Eight molecules carry the same flat AlH2 group and differ in the carbon group to which its aluminium is bound. The candidates are ethynyl (*C#C), vinyl (*C=C), isopropenyl (*C(=C)C), phenyl (*c1ccccc1), cyclopropyl (*C1CC1), ethyl (*CC), propyl (*CCC) and silylmethyl (*C[SiH3]). Which row belongs to which carrier?

PySCF 2.14.0 with density fitting, gas phase, PBE0-D3(BJ)/def2-SVP geometries; AlH2 is bound through Al, the marked atom, to different carriers (SMILES, * marks the bond). Al 2p3/2 binding energies are from delta-SCF with unrestricted SCAN, spin-free X2C, pcX-2 on the ionised atom and pcseg-1 elsewhere. Charges and GIAO shieldings are from non-relativistic PBE0/pcSseg-1. Candidates: *CCC, *C1CC1, *C#C, *C[SiH3], *CC, *c1ccccc1, *C=C, *C(=C)C.

```
row  bond to the carrier (Å)  binding energy, marked atom (eV)  IAO charge, marked atom (e)  Hirshfeld charge, marked atom (e)  NMR shielding, marked atom (ppm)
  A                    1.945                             80.22                         0.72                               0.50                             300.6
  B                    1.948                             79.89                         0.71                               0.50                             295.4
  C                    1.964                             80.26                         0.75                               0.52                             262.4
  D                    1.955                             80.39                         0.76                               0.51                             273.9
  E                    1.955                             80.07                         0.70                               0.50                             297.0
  F                    1.966                             80.18                         0.73                               0.51                             258.5
  G                    1.914                             80.87                         0.76                               0.54                             331.8
  H                    1.936                             80.09                         0.74                               0.51                             278.3
```

The binding energy is the energy needed to take an electron from the more weakly bound of aluminium's two 2p levels into the vacuum. Charges and shieldings come from non-relativistic PBE0 calculations. The shielding says by how many parts per million the electrons weaken an applied magnetic field at the aluminium nucleus. The methyl compound serves as a known point of comparison: its bond to the carrier is 1.956 Å long, its binding energy is 80.42 eV and its shielding 265.0 ppm.

Row G stands at the edge of the table in three columns at once. It has the shortest bond, 1.914 Å, the highest binding energy, 80.87 eV, and the largest shielding, 331.8 ppm. This is what a triply bonded carbon should do. Its outward bond is made from an orbital with much s character, which lies close to the carbon nucleus and attracts electrons strongly. The bond is therefore short, and aluminium's core electrons should be harder to remove. G is ethynyl.

Next in shielding come A, B and E. They lie within 5.2 ppm of one another, and 17 ppm separates the lowest of them from the next row, H. Three neighbouring values call for three related carriers, and the list offers vinyl, isopropenyl and phenyl, whose attached carbon takes part in a double bond or an aromatic ring.

Theory gives a reason for this grouping. Three-coordinate aluminium has an empty 3p orbital perpendicular to its plane. A magnetic field mixes the filled Al–C and Al–H bonds with this orbital, and the currents that result lower the shielding. The mixing weakens when the energy gap between the partners grows. An unsaturated carbon can widen the gap in two ways: it holds the bonding electrons more tightly, and its π electrons can push the empty 3p orbital upwards.

Four rows remain for four saturated carriers. H has a bond of 1.936 Å, which is 0.019 Å shorter than that of D, the next shortest among them. Cyclopropyl fits, because the narrow angles of its ring are made from carbon orbitals rich in p character. More s character is left for the bond that points outwards, so this carbon behaves a little like an unsaturated one.

C and F look like twins, with bonds of 1.964 and 1.966 Å and similar values elsewhere. They suit ethyl and propyl, which differ by one CH2 unit. D is left for silylmethyl. Its higher shielding and binding energy set it apart from the twins, but the assignment rests on elimination more than on a property expected of silicon.

The groups are now settled, but their members can still be arranged in 6 × 2 = 12 ways. The binding energy helps here, because it depends on what happens after the electron has left. The hole in the aluminium core attracts the electrons of the carrier, which shift towards it and stabilise the ion. A larger carrier with more mobile electrons does this better and should give a lower binding energy.

On this rule A, with 80.22 eV, is vinyl, E, with 80.07 eV, is isopropenyl, and B, with 79.89 eV, is phenyl. The steps are large enough to make this order probable. For the twins the same rule makes C ethyl and F propyl, but their binding energies differ by only 0.08 eV. That last choice is the weakest of the eight; G and H are the safest.

The rows with their labels:

```
   carrier  formula  atoms on the carrying C  bond to the carrier (Å)  point group  torsion about that bond, heaviest neighbours (°)  binding energy, marked atom (eV)  IAO charge, marked atom (e)  Hirshfeld charge, marked atom (e)  NMR shielding, marked atom (ppm)
      *C#C   C2H3Al                        C                    1.914          C2v                                               n/a                             80.87                         0.76                               0.54                             331.8
   *C(=C)C   C3H7Al                      C C                    1.955           Cs                                                 0                             80.07                         0.70                               0.50                             297.0
 *c1ccccc1   C6H7Al                      C C                    1.948          C2v                                                 0                             79.89                         0.71                               0.50                             295.4
      *C=C   C2H5Al                      C H                    1.945           Cs                                                 0                             80.22                         0.72                               0.50                             300.6
*C1(C)CCC1  C5H11Al                    C C C                    1.979           Cs                                                43                             80.06                         0.73                               0.50                             267.4
    *C1CC1   C3H7Al                    C C H                    1.936           Cs                                                34                             80.09                         0.74                               0.51                             278.3
      *CCC   C3H9Al                    C H H                    1.966           C1                                                28                             80.18                         0.73                               0.51                             258.5
       *CC   C2H7Al                    C H H                    1.964           Cs                                                 2                             80.26                         0.75                               0.52                             262.4
        *C    CH5Al                    H H H                    1.956           C1                                                 9                             80.42                         0.77                               0.53                             265.0
  *C[SiH3]  CH7AlSi                   H H Si                    1.955           C1                                                86                             80.39                         0.76                               0.51                             273.9
```

The labels confirm all eight assignments. They also reveal a limit to the choice between ethyl and propyl: the two molecules are turned differently about the Al–C bond, by 2° and 28°, and each was calculated in one conformation. A small difference between them can therefore reflect shape as well as chain length.

Phenyl and ethynyl show why the two spectroscopic columns have to be read differently. Both carriers give more shielding than any saturated one, yet phenyl has the lowest binding energy in the table and ethynyl the highest. The shift of a binding energy relative to methyl can be divided into two parts:

ΔE = Δε + ΔR

Here ΔE is the shift of the binding energy. Δε is the shift of the 2p orbital level in the neutral molecule, counted as positive when the level lies deeper. ΔR is the remainder, whose changes mainly reflect how well the electrons rearrange around the hole. A negative ΔR means better screening.

For phenyl the sum reads

ΔE = 0.03 eV − 0.56 eV = −0.53 eV

The aluminium level in the neutral molecule is thus almost the same as in the methyl compound. Phenyl's low binding energy comes from the response to the hole, and it would be a mistake to read it as a measure of the charge on aluminium. The sum is a way of dividing the calculated shift, so its agreement with the table tests nothing; the information lies in the sizes of the two parts.

For ethynyl the balance is reversed:

ΔE = 0.56 eV − 0.11 eV = 0.45 eV

Here the level was already deeper before ionisation. The charge on aluminium hardly differs from that in methyl, so a loss of electrons from aluminium does not explain this. By its IAO charge the attached carbon is only about half as negative as in methyl, which on its own would make it repel aluminium's core electrons less. Methyl's positive hydrogens offset most of this difference, however: as a whole the two carriers are almost equally negative, with −0.36 e for ethynyl and −0.35 e for methyl. How the charge is spread over the carrier may thus matter more than its amount, but atomic charges alone do not prove the cause. Screening is only slightly better than in methyl. The output printed after this text gives the same division for every row, with nothing fitted.

The division also supports the rule that ordered the unsaturated carriers. From vinyl to phenyl the orbital level moves by only 0.01 eV, while the remainder falls by 0.34 eV; isopropenyl lies between them in the remainder. One caution concerns phenyl, whose ionised 2p state is not a clean doublet, as some unwanted spin is mixed in. The much cleaner 1s ionisation puts all ten carriers in the same order, so phenyl's lowest place does not depend on that flaw.

Position matters as well as size. Replacing methyl by ethyl lowers the binding energy by 0.16 eV, but lengthening ethyl to propyl lowers it by only half as much. The remainder alone shows the same pattern, with falls of 0.10 and 0.05 eV, although the two conformations differ. The attraction between a charge and the electrons it displaces weakens steeply with distance. A carbon added far along a chain should therefore help less than one added beside the attachment point.

Shielding involves no core hole, so this screening cannot enter it. It can be divided into a diamagnetic part, which comes mainly from the electrons close to the nucleus, and a paramagnetic part, which comes from the mixing with empty orbitals described above. The diamagnetic part is available here for eight of the ten molecules, all but cyclopropyl and 1-methylcyclobutyl, and among those eight it varies by less than 2 ppm. The paramagnetic part is −463 ppm in ethynyl and −529 ppm in methyl, which accounts for nearly all of the difference between them. The numbers thus place the trend in the paramagnetic part, while its explanation by tighter bonds and π donation remains an argument from theory. The frontier orbitals do not support it directly. The gap between the highest filled and the lowest empty orbital is smaller in ethynyl, 6.1 eV, than in methyl, 6.8 eV, and the lowest empty orbital lies deeper in all four unsaturated carriers than in methyl. The highest filled orbital may, however, be a π orbital of the carrier and not one of the bonds that the field mixes with the 3p orbital. The empty 3p orbital can also mix with empty π orbitals of the carrier, which lowers the lowest empty level. Neither that level nor the gap is therefore a clean test, and the upward push by π electrons remains unproven.

Silylmethyl shows how a simple picture can mislead. Silicon gives up electrons more readily than carbon, which suggests that it should make aluminium easier to ionise. Yet the aluminium level lies 0.20 eV deeper than in methyl, and better screening by 0.23 eV hides this almost completely. The numbers do not settle why the level is deeper.

The shielding of silylmethyl may owe something to its shape. The C–Si bond is turned towards the empty 3p orbital and could donate electrons into it, whereas the C–C bond of ethyl lies in the AlH2 plane. The 11.5 ppm between the two rows therefore mixes the effect of silicon with that of conformation.

The 1-methylcyclobutyl row, which was not among the eight, lets the reasoning be tried once more. The carrier is saturated, so its shielding should lie near those of the alkyl groups; it is 267.4 ppm. Three carbon atoms sit directly on the attached carbon, so screening should be good and the binding energy low; it is 80.06 eV. Isopropenyl and cyclopropyl have nearly the same binding energy, but the shielding tells the three apart.

Alkylaluminium hydrides are used as precursors for aluminium-containing films in electronics. For their analysis the trend carries a plain warning: a 2p shift of a few tenths of an electronvolt may reflect screening by the ligand and not a change of charge on aluminium. The values here belong to isolated molecules, whereas such compounds usually associate through hydride bridges, which changes the surroundings of the metal.

Printed output of the fit:

```
Shifts from the methyl row and frontier gap in eV:
         row  binding energy 2p  orbital level 2p  remainder mainly relaxation  binding energy 1s  HOMO-LUMO gap
        *C#C               0.45            0.5591                      -0.1135             0.4808            6.1
     *C(=C)C              -0.35          -0.00609                      -0.3535             -0.364          6.025
   *c1ccccc1              -0.53           0.03336                      -0.5648            -0.5212          5.701
        *C=C               -0.2           0.02358                      -0.2281            -0.2028          6.404
  *C1(C)CCC1              -0.36          -0.04512                      -0.3173            -0.3843          5.604
      *C1CC1              -0.33          -0.08709                      -0.2427            -0.3518          6.362
        *CCC              -0.24          -0.08847                       -0.147              -0.24          6.223
         *CC              -0.16          -0.06637                     -0.09778              -0.17          6.219
          *C                  0                 0                            0                  0          6.775
    *C[SiH3]              -0.03            0.1952                      -0.2279            -0.0374          6.579
Shielding, ethynyl minus vinyl (ppm): 31.2
Binding energy, ethynyl minus silylmethyl (eV): 0.48
Shielding spread among vinyl, isopropenyl and phenyl (ppm): 5.2
Shielding, phenyl minus cyclopropyl (ppm): 17.1
Bond length, silylmethyl minus cyclopropyl (angstrom): 0.019
Shielding, cyclopropyl minus silylmethyl (ppm): 4.4
Binding energy, silylmethyl minus cyclopropyl (eV): 0.3
Shielding, silylmethyl minus ethyl (ppm): 11.5
Binding energy, silylmethyl minus ethyl (eV): 0.13
Shielding, ethyl minus propyl (ppm): 3.9
Binding energy, ethyl minus propyl (eV): 0.08
Binding energy, vinyl minus isopropenyl (eV): 0.15
Binding energy, isopropenyl minus phenyl (eV): 0.18
Orbital level 2p, phenyl minus vinyl (eV): 0.00978
Remainder mainly relaxation, phenyl minus vinyl (eV): -0.3368
Remainder mainly relaxation, propyl minus ethyl (eV): -0.04922
Spread of the diamagnetic part over eight rows (ppm): 1.582
Paramagnetic part, ethynyl (ppm): -463.3
Paramagnetic part, vinyl (ppm): -494.5
Paramagnetic part, methyl (ppm): -529.4
Rank correlation of 2p and 1s binding energies, ten rows: 1
Rank correlation of binding energy and shielding, ten rows: 0.006061
Orders left open once only the blocks are settled: 12
```
